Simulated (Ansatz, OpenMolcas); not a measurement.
SiH2O (oxosilane): methods side by side

SiH2O: 4 atoms, total charge 0, spin state singlet. SMILES: `O=[SiH2]`. The shape is that of a PBE0-D4/def2-TZVP optimisation.

```tsv
atom	x (Å)	y (Å)	z (Å)
O	-0.2832	0.4135	1.4695
Si	-0.0067	0.0098	0.0349
H	0.4399	-1.3460	-0.3762
H	-0.1500	0.9227	-1.1283
```

Each level gives the energy change with the Si2–H4 bond stretched from 1.486 to 2.674 Å (eV). The values are calculated.

| level | kind | program | value (eV) | CPU time (all runs) |
| --- | --- | --- | --- | --- |
| BLYP/def2-TZVPP (restricted) | GGA | Ansatz | 2.82 | 7.1 s |
| M06-2X/def2-TZVPP (restricted) | hybrid meta-GGA | OpenMolcas | 3.44 | 77 s |
| HSE06/def2-TZVPP (restricted) | range-separated hybrid | Ansatz | 3.22 | 8.9 s |
| PBE-QIDH/def2-TZVPP (restricted) | double hybrid | Ansatz | 3.49 | 11 s |
| RPA@PBE/def2-TZVPP (restricted) | RPA | Ansatz | 3.02 | 17 s |
| MP2/def2-TZVPP (restricted) | perturbation theory | Ansatz | 3.46 | 5.8 s |
| CASSCF(12,10)/def2-TZVPP | multireference | OpenMolcas | 3.21 | 73 s |
| CCSD/def2-TZVPP (restricted) | coupled cluster or CI | Ansatz | 3.17 | 23 s |

The first shape isn't each level's own minimum. The values span 2.82 to 3.49 eV. CPU times are rough (shared hosts, several kinds of processor and program).

Stretching the Si–H bond costs between 2.82 and 3.49 eV, and the spread largely reflects how each method treats two electrons that are being uncoupled. As the σ and σ* orbitals approach each other in energy, the singlet takes on diradical character, while a single closed-shell determinant keeps too much ionic H⁺/H⁻ character. Exact exchange exposes this error, whereas semilocal exchange partly mimics the missing left–right correlation. This probably explains the rise from BLYP through HSE06 and M06-2X to PBE-QIDH, although these functionals also differ in their correlation parts. MP2 is similarly high at 3.46 eV, which suggests that second-order correlation doesn't yet make up for the poor reference.

CCSD and CASSCF, at 3.17 and 3.21 eV, agree closely, but they reach this by different routes: CASSCF describes the near-degeneracy but omits most dynamic correlation, while CCSD lacks connected triples. Their agreement, and that of HSE06 with both, may therefore owe something to error cancellation. None of the values is a bond dissociation energy, since the fragments still interact and haven't relaxed.
